\section*{Relaxed-ion and clamped-ion elastic constants; the Kleinman parameter}

\subsection*{Result}

A crystal with $s$ atoms per primitive cell of volume $\Omega$ responds to a homogeneous strain in two stages. The strain carries all atoms along affinely, which defines the clamped-ion constants $C^0$. The sublattices then shift rigidly against each other until the forces vanish, which defines the relaxed-ion constants $C$. With $K$ the zone-centre force-constant matrix and $\Lambda$ the mixed second derivative of the energy per cell with respect to shift and strain,
\begin{equation}
C = C^0-\frac{1}{\Omega}\,\Lambda^{T}K^{-1}\Lambda ,\qquad
C^0_{ij}-C_{ij}=\frac{1}{\Omega}\sum_{m}\frac{g_{mi}\,g_{mj}}{\omega_m^{2}} ,
\tag{1}
\end{equation}
where $K^{-1}$ is the inverse on relative shifts, $m$ runs over the $3s-3$ optical modes at $\Gamma$, $\omega_m$ is the angular frequency and $g_{mi}$ the coupling of mode $m$ to strain $i$. Three statements follow. (a) $C^0-C$ is positive semidefinite. (b) $g_{mi}$ vanishes unless mode $m$ has the symmetry of a Raman-active mode. (c) In the diamond structure, with cubic lattice constant $a$, atomic mass $M$ and reduced mass $\mu=M/2$,
\begin{equation}
C_{11}=C^0_{11},\qquad C_{12}=C^0_{12},\qquad
C_{44}=C^0_{44}-\frac{4}{a^{3}}\,\mu\omega_\Gamma^{2}\Big(\frac{\zeta a}{4}\Big)^{2}
      =C^0_{44}-\frac{\mu\omega_\Gamma^{2}\zeta^{2}}{4a}.
\tag{2}
\end{equation}
The Kleinman parameter $\zeta$ (Kleinman 1962) is defined by the relative shift $u_x=-\zeta(a/4)\eta_4$ of the two sublattices under the engineering shear $\eta_4=2\eta_{yz}$, for a second atom at $(a/4)(1,1,1)$.

\subsection*{Premises and conventions}

P1. The electrons stay in their ground state, so the nuclei move on an energy surface with continuous third derivatives near the reference structure. Both $C^0$ and $C$ include the electronic relaxation; "clamped" refers to the nuclei.

P2. The deformed crystal keeps the periodicity of the strained lattice. Atom $\kappa$ in cell $l$ sits at
\begin{equation}
\mathbf R(l\kappa)=F\,[\mathbf R^0(l\kappa)+\mathbf w_\kappa],\qquad \eta=\tfrac12\,(F^{T}F-1),
\tag{3}
\end{equation}
with $F$ the deformation gradient, $\eta$ the Lagrangian strain and $\mathbf w_\kappa$ the shift of sublattice $\kappa$.

P3. The energy depends only on scalar products of interatomic separations, that is, it is invariant under translations and under proper and improper rotations. No macroscopic electric field is present.

P4. In the reference structure the force on every atom vanishes, and the energy rises quadratically for every relative shift of sublattices.

Voigt notation is used: $\eta_1,\eta_2,\eta_3=\eta_{xx},\eta_{yy},\eta_{zz}$ and $\eta_4,\eta_5,\eta_6=2\eta_{yz},2\eta_{zx},2\eta_{xy}$, so that the energy density of a stress-free reference is $\tfrac12\sum_{ij}C_{ij}\eta_i\eta_j$. The shifts are collected in a column $w$ of $3s$ components. For symmetric matrices, $A\ge B$ means that $A-B$ is positive semidefinite.

\subsection*{Step 1: the quadratic energy}

If $\mathbf y,\mathbf y'$ are separations in the configuration $\mathbf R^0+\mathbf w$, their scalar product after deformation is $\mathbf y^{T}F^{T}F\mathbf y'=\mathbf y^{T}(1+2\eta)\mathbf y'$. By P3 the energy per cell is therefore a function $E(\eta,w)$ alone. By P1 it has the expansion
\begin{equation}
E=E_0+\Omega\,\sigma^{0T}\eta+\tfrac12\Omega\,\eta^{T}C^0\eta+w^{T}\Lambda\eta+\tfrac12 w^{T}Kw+O(3),
\tag{4}
\end{equation}
\begin{equation}
C^0_{ij}=\frac1\Omega\frac{\partial^2E}{\partial\eta_i\partial\eta_j},\qquad
\Lambda_{\kappa\alpha,j}=\frac{\partial^2E}{\partial w_{\kappa\alpha}\partial\eta_j},\qquad
K_{\kappa\alpha,\kappa'\beta}=\frac{\partial^2E}{\partial w_{\kappa\alpha}\partial w_{\kappa'\beta}} .
\tag{5}
\end{equation}
The term linear in $w$ is absent by P4; $\sigma^0$ is the stress of the reference. The entry $-\Lambda_{\kappa\alpha,j}$ is the force on atom $\kappa$ per unit clamped strain and has the unit eV/\AA; $K$ has eV/\AA$^2$ and $C$ has eV/\AA$^3$. A shift could equally be applied after the deformation, $\mathbf u_\kappa=F\mathbf w_\kappa$ with $F$ symmetric. Then $u=w+O(\eta w)$, and the change of variables alters the mixed derivative only by a term proportional to $\partial E/\partial w$, which vanishes. $\Lambda$ is thus independent of that choice.

A common shift of all sublattices, $w\to w+t$ with $t_{\kappa\alpha}=t_\alpha$, leaves all separations unchanged. Requiring (4) to be unchanged for all $\eta$ and $w$ gives
\begin{equation}
Kt=0,\qquad t^{T}\Lambda=0 .
\tag{6}
\end{equation}
By P4 these three translations span the null space of $K$, and $K$ is positive definite on its orthogonal complement, the relative shifts. $K^{-1}$ denotes the inverse on that complement. The second relation in (6) says that every column of $\Lambda$ lies in the complement, so $K^{-1}\Lambda$ is well defined.

\subsection*{Step 2: minimising over the shifts}

Put $w^*=-K^{-1}\Lambda\eta$. For a relative shift $w$,
\begin{equation}
\tfrac12(w-w^*)^{T}K(w-w^*)=\tfrac12w^{T}Kw+w^{T}\Lambda\eta+\tfrac12\eta^{T}\Lambda^{T}K^{-1}\Lambda\eta ,
\tag{7}
\end{equation}
because $Kw^*=-\Lambda\eta$ and $w^{*T}Kw^*=\eta^{T}\Lambda^{T}K^{-1}\Lambda\eta$. Substituting (7) into (4),
\begin{equation}
E-E_0-\Omega\sigma^{0T}\eta=\tfrac12\Omega\,\eta^{T}\Big[C^0-\frac1\Omega\Lambda^{T}K^{-1}\Lambda\Big]\eta+\tfrac12(w-w^*)^{T}K(w-w^*).
\tag{8}
\end{equation}
The last term is non-negative and vanishes only at $w=w^*$. Hence $w^*$ is the relaxed shift at fixed strain, and the bracket is the curvature of the minimised energy. This is the first form of (1). Cubic terms in (4) move the minimum by $O(\eta^2)$, which changes the energy at the stationary point only beyond second order, so (1) is exact for the second derivative at $\eta=0$.

For any strain, $\eta^{T}(C^0-C)\eta=w^{*T}Kw^*/\Omega\ge0$, which proves (a); equality holds exactly when $\Lambda\eta=0$, that is, when the clamped strain produces no force. Two corollaries concern a stress-free reference. First, the map $(\eta,w)\to(\eta,w-w^*)$ is invertible, so by (8) the energy is a minimum against all deformations (3) if and only if $K>0$ on relative shifts and $C>0$. The Born stability conditions apply to the relaxed constants; $C^0>0$ is necessary and does not suffice. Second, for $C>0$ the compliance obeys $x^{T}C^{-1}x=\max_y(2x^{T}y-y^{T}Cy)$, and lowering $C$ can only raise the maximum, so $C^{-1}\ge(C^0)^{-1}$. A single off-diagonal entry such as $C_{12}$ may move either way in a general crystal, since (a) constrains quadratic forms and therefore diagonal entries.

\subsection*{Step 3: the sum over modes}

Let $\mathsf M$ be the diagonal matrix of atomic masses. At $\eta=0$ the kinetic energy per cell is $\tfrac12\dot w^{T}\mathsf M\dot w$, so the zone-centre modes are the orthonormal eigenvectors $e_m$ of $D=\mathsf M^{-1/2}K\mathsf M^{-1/2}$ with eigenvalues $\omega_m^2$. The null vectors of $D$ are $\mathsf M^{1/2}t$. Write $w=\mathsf M^{-1/2}\sum_mQ_me_m$ and define
\begin{equation}
g_{mj}=e_m^{T}\mathsf M^{-1/2}\Lambda_{\cdot j}.
\tag{9}
\end{equation}
For the three acoustic modes $g\propto t^{T}\Lambda=0$ by (6). The shift-dependent part of (4) becomes a sum of independent terms over the optical modes,
\begin{equation}
w^{T}\Lambda\eta+\tfrac12w^{T}Kw=\sum_m\Big[Q_m\sum_jg_{mj}\eta_j+\tfrac12\omega_m^2Q_m^2\Big],
\tag{10}
\end{equation}
each minimised by $Q_m=-\sum_jg_{mj}\eta_j/\omega_m^2$ with value $-(\sum_jg_{mj}\eta_j)^2/2\omega_m^2$. This is the same minimum as in (8), which gives the second form of (1). The masses cancel in the sum over modes, as they must for a static quantity; they enter only because frequencies are a convenient measure of $K$. At fixed coupling, a mode that softens drives $C$ through zero along the coupled strain while $\omega_m$ is still finite.

\subsection*{Step 4: the selection rule}

Take a space-group operation with orthogonal part $O$ that maps sublattice $\kappa$ onto $\kappa'$. Define $\eta'=O\eta O^{T}$ and $\mathbf w'_{\kappa'}=O\mathbf w_\kappa$. Every separation $\mathbf y$ becomes $O\mathbf y$ between atoms of the same species, and $(O\mathbf y)^{T}(1+2\eta')(O\mathbf y')=\mathbf y^{T}(1+2\eta)\mathbf y'$. So $E(\eta',w')=E(\eta,w)$. Write $\eta'=S\eta$ and $w'=Tw$, with $T$ orthogonal. Invariance of each term of (4) gives $T^{T}KT=K$ and $T^{T}\Lambda S=\Lambda$, or
\begin{equation}
TK=KT,\qquad T\Lambda=\Lambda S .
\tag{11}
\end{equation}
$\mathsf M$ commutes with $T$ because $\kappa$ and $\kappa'$ have equal mass, so $D$ commutes with $T$, and its eigenvectors can be grouped into sets that carry irreducible representations $\Gamma$ of the point group. Let $P$ project onto one set. The map $G=P\mathsf M^{-1/2}\Lambda$, whose components are the $g_{mj}$, satisfies $TG=GS$. Its image is an invariant subspace of an irreducible set, so it is either zero or the whole set. In the second case the strains modulo the kernel of $G$ transform as $\Gamma$ (Schur's lemma). Therefore $g_{mj}=0$ unless $\Gamma$ occurs in the representation carried by symmetric second-rank tensors.

First-order Raman scattering away from resonance is governed by $\partial\chi_{\alpha\beta}/\partial Q_m$, with $\chi$ the symmetric electronic susceptibility. It links the same two spaces and obeys the same condition. This proves (b). The rule is necessary for coupling and says nothing about its size. In a crystal without an inversion centre a coupled mode may be infrared active as well. If inversion maps every sublattice onto itself, then $T=-1$ and $S=+1$, so (11) gives $\Lambda=0$ and $C=C^0$; rocksalt oxides such as MgO are an example. A totally symmetric optical mode, which exists whenever the structure has a free internal coordinate, may couple to the volume and then lowers the bulk modulus.

\subsection*{Step 5: the diamond structure}

Atom A is at the origin, atom B at $(a/4)(1,1,1)$, and $\Omega=a^3/4$. By (6) the energy depends on $\mathbf u=\mathbf w_B-\mathbf w_A$ only. Inversion through a bond centre exchanges the sublattices, $\mathbf w'_A=-\mathbf w_B$ and $\mathbf w'_B=-\mathbf w_A$, so $\mathbf u'=\mathbf u$: the optical mode is even and coupling is not excluded by parity. The operations of the site group $T_d$ of atom A map each sublattice onto itself, and $\mathbf u$ transforms under them as a vector.

Consider a term $u_\alpha\eta_{\beta\gamma}$ in which the indices $x,y,z$ appear $n_x,n_y,n_z$ times, with $n_x+n_y+n_z=3$. The twofold rotation about $x$ multiplies it by $(-1)^{n_y+n_z}$, and similarly for $y$ and $z$. Invariance under all three requires $n_x,n_y,n_z$ to have equal parity, and with sum 3 this means $n_x=n_y=n_z=1$. Only $u_x\eta_{yz}$, $u_y\eta_{zx}$ and $u_z\eta_{xy}$ survive, and the threefold axis along $[111]$ gives them one coefficient $\lambda$. The same operations exclude $u_\alpha u_\beta$ with $\alpha\ne\beta$ and equalise the diagonal terms. Thus
\begin{equation}
E=E_0+\tfrac12\Omega\,\eta^{T}C^0\eta+\lambda\,(u_x\eta_4+u_y\eta_5+u_z\eta_6)+\tfrac12k\,|\mathbf u|^2 .
\tag{12}
\end{equation}
The strains $\eta_1,\eta_2,\eta_3$ do not couple, so $C_{11}$, $C_{12}$, the bulk modulus $(C_{11}+2C_{12})/3$ and $(C_{11}-C_{12})/2$ are unrelaxed. In the labels of $O_h$, the strain contains $A_{1g}+E_g+T_{2g}$ and the optical triplet is $T_{2g}$.

The equations of motion at $\eta=0$ are $M\ddot{\mathbf w}_B=-k\mathbf u$ and $M\ddot{\mathbf w}_A=+k\mathbf u$. Their difference is $\ddot{\mathbf u}=-(2k/M)\mathbf u$, so
\begin{equation}
k=\mu\omega_\Gamma^2,\qquad \mu=M/2 .
\tag{13}
\end{equation}
Minimising (12) over $u_x$ gives $u_x=-\lambda\eta_4/k$ and lowers the energy by $\lambda^2\eta_4^2/2k$. Comparison with the definition $u_x=-\zeta(a/4)\eta_4$ gives
\begin{equation}
\lambda=\zeta\,\frac a4\,k,\qquad C^0_{44}-C_{44}=\frac{\lambda^2}{\Omega k}=\frac{k}{\Omega}\Big(\frac{\zeta a}{4}\Big)^2 ,
\tag{14}
\end{equation}
and with (13) and $\Omega=a^3/4$ this is (2). The mode formula agrees: for each polarisation $e=(-1,1)/\sqrt2$ and $\Lambda=(-\lambda,\lambda)$, so $g^2/\omega_\Gamma^2=2\lambda^2/M\omega_\Gamma^2=\lambda^2/k$.

The constant $\lambda$ has two readings. The force conjugate to $u_x$ is $-(ku_x+\lambda\eta_4)$ and the shear stress is $\sigma_4=C^0_{44}\eta_4+\lambda u_x/\Omega$. It can be obtained from the force in a sheared cell with clamped atoms or from the stress in an unstrained cell with displaced atoms.

\subsection*{Step 6: geometric meaning of $\zeta$}

Let $d=a/4$. The four bonds from A are $\mathbf r_j=d\,\mathbf t_j$ with $\mathbf t_1=(1,1,1)$, $\mathbf t_2=(1,-1,-1)$, $\mathbf t_3=(-1,1,-1)$, $\mathbf t_4=(-1,-1,1)$; each has $t_yt_z=t_x$, length $\sqrt3$, and $\mathbf t_j\cdot\mathbf t_k=-1$ for $j\neq k$. To first order the change of a scalar product is
\begin{equation}
\Delta_{jk}=\delta(\mathbf r_j\cdot\mathbf r_k)=2\,\mathbf r_j^{T}\eta\,\mathbf r_k+\mathbf u\cdot(\mathbf r_j+\mathbf r_k).
\tag{15}
\end{equation}
For the single shear $\eta_4=\gamma$ (tensor component $\eta_{yz}=\gamma/2$) and $\mathbf u=(u,0,0)$ this gives
\begin{equation}
\Delta_{jj}=2d\,t_{jx}(u+d\gamma),\qquad \Delta_{12}=-\Delta_{34}=2d\,(u-d\gamma),\qquad \Delta_{13}=\Delta_{14}=\Delta_{23}=\Delta_{24}=0 .
\tag{16}
\end{equation}
With $r=\sqrt3\,d$, $\delta r_j=\Delta_{jj}/2r$, $\delta\cos\theta_{jk}=\Delta_{jk}/r^2+(\delta r_j+\delta r_k)/3r$ and $u=-\zeta d\gamma$,
\begin{equation}
\delta r_j=t_{jx}\,(1-\zeta)\,\frac{d\gamma}{\sqrt3},\qquad
\delta\cos\theta_{12}=-\delta\cos\theta_{34}=-\frac{4}{9}(1+2\zeta)\,\gamma ,
\tag{17}
\end{equation}
and the other four angles do not change, since there $\Delta_{jk}=0$ and $\delta r_j+\delta r_k=0$. Thus $\zeta=1$ keeps all bond lengths fixed, $\zeta=0$ is the clamped crystal, in which both lengths and angles change, and $\zeta=-\tfrac12$ keeps all angles fixed.

A two-constant model shows how the competition fixes $\zeta$. The Keating energy (Keating 1966) per cell, with four bonds and twelve angles, is
\begin{equation}
E=\frac{\alpha}{8d^2}\sum_{j}\Delta_{jj}^2+\frac{2\beta}{8d^2}\sum_{j<k}\Delta_{jk}^2 ,
\tag{18}
\end{equation}
the factor 2 arising because the bonds from B are $-\mathbf r_j$ and have the same scalar products. Inserting (16), $\sum_j\Delta_{jj}^2=16d^2(u+d\gamma)^2$ and $\sum_{j<k}\Delta_{jk}^2=8d^2(u-d\gamma)^2$, so $E=2\alpha(u+d\gamma)^2+2\beta(u-d\gamma)^2$. Matching to (12) with $\Omega=16d^3$ gives $k=4(\alpha+\beta)$, $\lambda=4d(\alpha-\beta)$ and $C^0_{44}=(\alpha+\beta)/a$. For normal strains $\Delta_{jk}=2d^2(\eta_1t_{jx}t_{kx}+\eta_2t_{jy}t_{ky})$. The $\eta_1^2$ term is $2d^2(\alpha+3\beta)$. The $\eta_1\eta_2$ term of $\Delta_{jk}^2$ is $8d^4t_{jz}t_{kz}$, and $\sum_{j<k}t_{jz}t_{kz}=-2$, which gives $4d^2(\alpha-\beta)$. Hence $C_{11}=(\alpha+3\beta)/a$, $C_{12}=(\alpha-\beta)/a$, and by (14)
\begin{equation}
\zeta=\frac{\alpha-\beta}{\alpha+\beta}=\frac{2C_{12}}{C_{11}+C_{12}},\quad
C^0_{44}=\frac{C_{11}+C_{12}}{2},\quad C_{44}=C^0_{44}(1-\zeta^2),\quad k=2a(C_{11}+C_{12}).
\tag{19}
\end{equation}
Relations (19) belong to this model alone, whereas (2) needs only P1--P4 and symmetry. At $\beta=0$ one has $\zeta=1$ and $C_{44}=0$ although $C^0_{44}=\alpha/a$ is positive: here the relaxation removes the whole shear stiffness.

\subsection*{Range of validity}

\emph{Strain amplitude.} Equations (1) and (2) are exact for second derivatives. In a finite-difference evaluation in diamond, the twofold rotation about $y$ sends $(\eta_4,u_x)$ to $(-\eta_4,-u_x)$, so for the single shear the energy is even and corrections are of relative order $\eta_4^2$. For $\eta_4=\eta_5=\eta_6$ the cubic invariant $\eta_4\eta_5\eta_6$ is allowed and corrections are of relative order $\eta_4$.

\emph{Pressure.} The term $\sigma^0$ takes no part in the minimisation, so (1) holds for a compressed reference with all quantities evaluated there. The stress--strain coefficients that decide stability under hydrostatic pressure differ from the $C_{ij}$ of (5) by terms fixed by the pressure alone. These are the same for clamped and relaxed ions, and the difference (1) carries over.

\emph{Stability of the optical modes.} If some $\omega_m^2\le0$, P4 fails and (8) has no unique minimum. Instabilities at wavevectors away from $\Gamma$ lie outside (3) and are not detected.

\emph{Polar crystals.} Step 5 used the site group $T_d$, so (12)--(14) hold for zincblende with $\mu=M_AM_B/(M_A+M_B)$. By P3 the macroscopic field is zero, which selects the transverse optical frequency and yields the constants at fixed field. In diamond the even optical mode carries no dipole and the question does not arise.

\emph{Rate.} For a uniform shear $\gamma\cos\omega t$, the equation $\mu\ddot u=-ku-\lambda\gamma\cos\omega t$ has the solution $u=-\lambda\gamma\cos\omega t/(k-\mu\omega^2)$, so the relaxation term is multiplied by $1/(1-\omega^2/\omega_\Gamma^2)$. Static and acoustic experiments have $\omega\ll\omega_\Gamma$ and probe the relaxed $C$. For a travelling wave, strain-gradient terms of relative order (wavevector $\times\,a$)$^2$ are neglected as well.

\emph{Temperature.} The algebra holds for the free energy $\mathcal F(\eta,w,T)$ in place of $E$ and then gives isothermal constants. The curvature $\partial^2\mathcal F/\partial u^2$ equals $\mu\omega_\Gamma^2$ of the observed line only up to anharmonic corrections. In a cubic crystal the thermal stress is hydrostatic, so adiabatic and isothermal $C_{44}$ coincide.

\subsection*{Numerical illustration: silicon}

Compiled measured values are $C_{11}=165.64$, $C_{12}=63.94$ and $C_{44}=79.51$ GPa (Oses 2018, temperature not stated) and the optical frequency 517 cm$^{-1}$ at 300 K (Ioffe Institute), which is 15.50 THz; $\omega_\Gamma=2\pi\times15.5$ THz is used, or $\hbar\omega_\Gamma=64.1$ meV $=k_B\times744$ K. Typical values supply $a=5.431$ \AA\ and $M=28.09$ u, and $\zeta=0.53$ is assumed. With 1 eV/\AA$^3=160.2$ GPa the elastic inputs are $C_{11}=1.034$, $C_{12}=0.399$ and $C_{44}=0.496$ eV/\AA$^3$. Then
\begin{equation}
\Omega=40.05\ \text{\AA}^3,\quad k=\mu\omega_\Gamma^2=13.81\ \text{eV/\AA}^2,\quad \zeta a/4=0.7196\ \text{\AA},\quad \lambda=9.94\ \text{eV/\AA},
\tag{20}
\end{equation}
\begin{equation}
C^0_{44}-C_{44}=0.179\ \text{eV/\AA}^3=28.6\ \text{GPa},\qquad C^0_{44}=0.675\ \text{eV/\AA}^3=108\ \text{GPa}.
\tag{21}
\end{equation}
$C^0_{44}$ is inferred by adding the relaxation term to the measured $C_{44}$. It is the model's value, resting on the assumed $\zeta$, and tests nothing about $C_{44}$ itself. In this model relaxation removes 26 per cent of the clamped stiffness. The anisotropy ratio $2C_{44}/(C_{11}-C_{12})$ is 1.56 from the measured constants and would be 2.1 with clamped ions.

For a shear $\eta_4=0.01$ the clamped cell has a force of magnitude 0.099 eV/\AA\ on each atom and stores 1.35 meV. The sublattices shift by 0.0072 \AA, which releases 0.36 meV and leaves 0.99 meV. By (17) two bonds lengthen and two shorten by 0.0078 \AA\ when clamped and by 0.0037 \AA\ when relaxed. If the mode were softened at fixed $\lambda$, $\Omega$, $\mu$ and $C^0_{44}$, (14) would give $C_{44}=0$ at 8.0 THz, about half the actual frequency.

The uncertainty is dominated by $\zeta$, which enters squared. An assumed range from 0.51 to 0.55 moves the relaxation term from 26.5 to 30.8 GPa and $C^0_{44}$ from 106 to 110 GPa. An assumed anharmonic shift of 4 cm$^{-1}$ in the line changes $k$ by 1.5 per cent and the term by 0.4 GPa. The rate correction at 10 GHz is $4\times10^{-7}$. The bulk modulus from the measured constants is 97.8 GPa, so 1 GPa compresses the cell by 1.0 per cent; with a typical mode Gr\"uneisen parameter near 1, for which $k\propto\Omega^{-2}$, $k$ rises by about 2 per cent, and the pressure dependence of $\zeta$ is a separate input.

The Keating relations (19), fixed by $C_{11}$ and $C_{12}$ only, give $\zeta=0.557$, $C^0_{44}=0.716$ eV/\AA$^3$ (114.8 GPa), a relaxation term of 35.6 GPa and $C_{44}=0.494$ eV/\AA$^3$ (79.2 GPa), which lies 0.4 per cent below the measured value that was not used in the fit. The same model gives $k=15.56$ eV/\AA$^2$, 13 per cent above (20), or a mode at 16.5 THz. Its clamped constant and its relaxation term each exceed those of (21) by about 7 GPa, and the two excesses nearly cancel in $C_{44}$. The relaxed constant therefore does not determine the division into clamped and relaxation parts; that division needs $\omega_\Gamma$ and $\zeta$, and with the inputs above the model gives $C^0_{44}=108\pm2$ GPa.